\section*{Landau coefficients from a 180$^\circ$ wall near a tricritical point}

Compact models of ferroelectric capacitors and transistors need Landau coefficients and a gradient constant. None of these is read off an instrument, so they are inferred from susceptibility, polarisation and wall width. KH$_2$PO$_4$ is a good training case: its weakly first-order transition turns continuous under a hydrostatic pressure of approximately 2 kbar, where the quartic coefficient passes through zero (the tricritical point).

\subsection*{Model}
The polarisation $P(x)$ lies in the wall plane, so the wall carries no bound charge. The free-energy density at zero field is
\begin{equation}
f=\tfrac12\alpha P^2+\tfrac14\beta P^4+\tfrac16\gamma P^6+\tfrac12 g\,P'^2,\qquad \alpha=\alpha_0(T-T_0),
\end{equation}
with $\beta$, $\gamma>0$ and $g>0$ independent of temperature. Coefficients are in SI units, and $1~\mu\mathrm{C/cm^2}=10^{-2}~\mathrm{C/m^2}$. Above the transition $1/(\varepsilon_0\chi)=\alpha$, so the Curie constant is $C=1/(\varepsilon_0\alpha_0)$. Below it,
\begin{equation}
-\alpha/P_s^2=\beta+\gamma P_s^2 .
\label{eq:bulk}
\end{equation}
Measured from the minimum, the uniform part factorises:
\begin{equation}
\Delta f=\tfrac16\gamma\,(P_s^2-P^2)^2(P^2+b),\qquad b=2P_s^2+\frac{3\beta}{2\gamma}.
\end{equation}
The Euler--Lagrange equation has the first integral $\tfrac12 gP'^2=\Delta f$, which is solved by
\begin{equation}
P=\frac{P_s\sinh(x/d)}{\sqrt{A+\sinh^2(x/d)}},\qquad A=1+\frac{P_s^2}{b},\qquad \frac1{d^2}=\frac{\gamma P_s^2(P_s^2+b)}{3g}.
\label{eq:wall}
\end{equation}
To verify it, put $s=\sinh(x/d)$. Then $P_s^2-P^2=AP_s^2/(A+s^2)$, $P^2+b=(P_s^2+b)\cosh^2(x/d)/(A+s^2)$ and $P'=AP_s\cosh(x/d)/[d\,(A+s^2)^{3/2}]$. The full width between $-pP_s$ and $+pP_s$ is
\begin{equation}
w_p=2d\,\mathrm{arsinh}\!\left[p\sqrt{A/(1-p^2)}\right].
\label{eq:width}
\end{equation}
With $B=b/P_s^2$ the energy per area, $\sigma=2\int_0^{P_s}\sqrt{2g\,\Delta f}\,dP$, is
\begin{equation}
\sigma=\tfrac14P_s^4\sqrt{g\gamma/3}\,\left[(2-B)\sqrt{1+B}+B(4+B)\,\mathrm{arsinh}\,B^{-1/2}\right].
\label{eq:sigma}
\end{equation}

Three limits serve as landmarks. A large positive $\beta$ gives $A\to1$, the tanh wall. At $\beta=0$, $B=2$ and $A=3/2$ at every temperature, $d^{-2}=\gamma P_s^4/g$, and $\sigma=1.14\sqrt{g\gamma}\,P_s^4$ is proportional to $T_0-T$. For $\beta<0$ the transition is first order, with $P_c^2=3|\beta|/(4\gamma)$ at $T_c=T_0+3\beta^2/(16\gamma\alpha_0)$, where $b=0$. Linearising Eq.~(\ref{eq:bulk}) there gives $b\simeq4\alpha_0(T_c-T)/|\beta|$, hence $A\simeq(T_c-T_0)/(T_c-T)$. The points $P^2=P_s^2/2$, where $s^2=A$, move a distance $2d\,\mathrm{arsinh}\sqrt A\simeq d\ln 4A$ apart, and $\sigma$ tends to twice $\sigma_{pb}=\tfrac14P_s^4\sqrt{g\gamma/3}$, the energy of one paraelectric--ferroelectric boundary. A paraelectric layer wets the wall.

\subsection*{Data}
The values below are made for this exercise and rounded as data are; they are not measurements. The temperatures, susceptibilities and polarisations were chosen to give magnitudes typical of KH$_2$PO$_4$ near 2 kbar (transition near 113 K, Curie constant near $3\times10^3$ K, a few $\mu$C/cm$^2$). The widths are illustrative intrinsic widths, free of instrumental and roughness broadening. Uncertainties are independent standard deviations, and temperature differences are taken as exact.

\begin{center}
\begin{tabular}{lll}
\hline
$T$ (K) & quantity & value\\
\hline
$T_1=113.50$ & stress-free $\chi_1$ & $6150\pm1\%$\\
$T_2=115.00$ & stress-free $\chi_2$ & $1550\pm1\%$\\
$T_3=112.00$ & $P_3$ ($\mu$C/cm$^2$) & $3.02\pm0.02$\\
$T_4=112.75$ & $P_4$ ($\mu$C/cm$^2$) & $2.14\pm0.02$\\
$T_3$ & $w_{0.5}$ (nm) & $2.7\pm0.2$\\
$T_3$ & $w_{0.9}$ (nm) & $6.8\pm0.2$\\
\hline
\end{tabular}
\end{center}

The unknowns are $T_0$, $\alpha_0$, $\beta$, $\gamma$ and $g$. Intermediate results are carried unrounded, and uncertainties are propagated to first order from the table, which keeps the correlations.

\subsection*{Step 1: the quadratic coefficient}
A straight line through the two values of $1/\chi$ gives
\begin{equation}
T_0=T_1-\frac{(T_2-T_1)\chi_2}{\chi_1-\chi_2}=112.995\pm0.010~\mathrm{K},\qquad C=\chi_1(T_1-T_0)=(3.11\pm0.04)\times10^3~\mathrm{K},
\end{equation}
and $\alpha_0=3.63\times10^7$ J\,m\,C$^{-2}$K$^{-1}$. Below $T_0$, $a_i=-\alpha(T_i)$ equals $3.614\times10^7$ at $T_3$ and $0.889\times10^7$ J\,m\,C$^{-2}$ at $T_4$.

\subsection*{Step 2: quartic and sextic coefficients}
Equation~(\ref{eq:bulk}) is a straight line of $y=a/P_s^2$ against $u=P_s^2$, with intercept $\beta$ and slope $\gamma$. The points are $u_3=9.12\times10^{-4}$, $u_4=4.58\times10^{-4}$ C$^2$m$^{-4}$ and $y_3=3.962\times10^{10}$, $y_4=1.940\times10^{10}$ J\,m$^5$C$^{-4}$. Then
\begin{align}
\gamma&=\frac{y_3-y_4}{u_3-u_4}=(4.45\pm0.29)\times10^{13}~\mathrm{J\,m^9C^{-6}},\\
\beta&=y_4-\gamma u_4=(-0.10\pm0.22)\times10^{10}~\mathrm{J\,m^5C^{-4}}.
\end{align}
The contributions of $\chi_1$, $\chi_2$, $P_3$ and $P_4$ to the uncertainty of $\beta$ are 0.08, 0.08, 0.11 and 0.15 in units of $10^{10}$. The intercept is compatible with zero and small against $\gamma u_3=4.06\times10^{10}$, so the data are tricritical within their resolution. At $T_3$, $B=1.96$ and $A=1.51\pm0.02$.

\subsection*{Step 3: the gradient constant}
With $A$ known, Eq.~(\ref{eq:width}) yields $d=2.05\pm0.06$ nm from $w_{0.9}$ and $2.04\pm0.15$ nm from $w_{0.5}$. We keep the sharper value. Inserting $b$ and Eq.~(\ref{eq:bulk}) into Eq.~(\ref{eq:wall}) gives
\begin{equation}
g=d^2\left(a_3-\tfrac12\beta u_3\right)=(1.53\pm0.10)\times10^{-10}~\mathrm{J\,m^3C^{-2}}.
\end{equation}
Because $g\propto d^2$, the relative uncertainty of the width doubles to 6\%, while the four bulk values add only 2\% in quadrature. Equation~(\ref{eq:sigma}) then gives the model's wall energy at $T_3$, $\sigma=0.078\pm0.003$ mJ/m$^2$. It is small because $T_3$ lies only 1 K below $T_0$, and it scales with the assumed width. It must not be extrapolated far: the law $P_s^4=a/\gamma$ reaches the typical saturation polarisation of approximately 5 $\mu$C/cm$^2$ about 8 K below $T_0$, and beyond that the sixth-order expansion overshoots.

\subsection*{Uniqueness and conditioning}
Within the model the solution is unique. Steps 1 and 2 are linear systems that are regular whenever $\chi_1\neq\chi_2$ and $P_3\neq P_4$, and Step 3 is explicit. Each data group alone leaves a gap. Polarisation data fix only $\beta/\alpha_0$ and $\gamma/\alpha_0$, and two points do so only if $T_0$ is supplied. An offset of 10 mK between the thermometers of the two bulk experiments shifts $\beta$ by $0.12\times10^{10}$, more than its central value. A profile with its $P_s$ fixes $A$ and $d$, and thus $\beta/\gamma$ and $\gamma/g$, but no energy scale.

In practice the shape is a poor gauge of $A$. The ratio $w_{0.9}/w_{0.5}$ is 2.68 for the tanh wall and 2.52 for the tricritical wall, a difference of 6\%. The data give $2.52\pm0.20$, uncertain by 8\%, which admits any $A$ from 1 to about 2.5. Two polarisation points also cannot reveal a $P^8$ term; a third temperature tests the straight line.

\subsection*{Can the wall be wetted?}
At $\beta=0$ it cannot: $A$ stays at $3/2$ while $P_s$ vanishes continuously, and the whole wall widens as $d\propto(T_0-T)^{-1/2}$ without changing shape. Take instead the lower edge of the interval, $\beta=-0.3\times10^{10}$, with the central $\gamma$ and $g$. The model then has $P_c=0.7~\mu$C/cm$^2$, $T_c-T_0=1.0$ mK, $d=\sqrt{g/\alpha(T_c)}=0.06~\mu$m at $T_c$ and $\sigma_{pb}=3\times10^{-5}$ mJ/m$^2$. Since $A$ is large only for $T_c-T\ll T_c-T_0$, and the separation grows as its logarithm, the splitting would be confined to a sub-millikelvin window.

\subsection*{The neglected term: elastic clamping}
Steps 1 and 2 return stress-free coefficients. For a wall on a tetragonal (100) plane the shear $u_{xy}$, which is linear in $P$, can follow $P(x)$ without stress. The electrostrictive strains in the wall plane cannot, because the domains hold them at their bulk values. This adds $\tfrac14q(P_s^2-P^2)^2$ to $\Delta f$. Equations~(\ref{eq:wall})--(\ref{eq:sigma}) keep their form, with $\beta$ replaced by $\beta+q$ in $b$.

The size of $q$ follows from the pressure shift. The volume strain is $\partial f/\partial p=Q_hP^2$ with $Q_h=-\tfrac12\alpha_0\,dT_0/dp$. A typical slope of approximately $-4.5$ K/kbar gives $Q_h\approx0.8$ m$^4$C$^{-2}$. Split this strain equally among three axes, which is crude for a tetragonal crystal, and take an approximate biaxial modulus $M=70$ GPa. The misfit energy is $M(Q_h/3)^2(P_s^2-P^2)^2$, so
\begin{equation}
q=4M(Q_h/3)^2\approx2\times10^{10}~\mathrm{J\,m^5C^{-4}}.
\end{equation}
This order-of-magnitude estimate is about ten times the statistical uncertainty of $\beta$. It lowers $A$ at $T_3$ to about 1.4, which the width ratio cannot detect. It raises the inferred gradient constant, now $d^2[a_3-\tfrac12(\beta-q)u_3]$, to about $2.0\times10^{-10}$ J\,m$^3$C$^{-2}$. The bar of Step 3 is therefore statistical only, and the unclamped model probably places $g$ low by roughly a third. Clamping also keeps $b=3q/(2\gamma)$ finite at $T_c$, so that $A-1=|\beta|/(2q)$, about 0.07 for the lower-edge $\beta$, and a coherent wall does not split.

One further datum removes the ambiguity. Eliminating $g$ from Eq.~(\ref{eq:sigma}) shows that $\sigma/w_p$ equals $\gamma P_s^6$ times an increasing function of $B$. An independent wall energy, combined with the width and the bulk data, would determine $q$ and $g$ separately.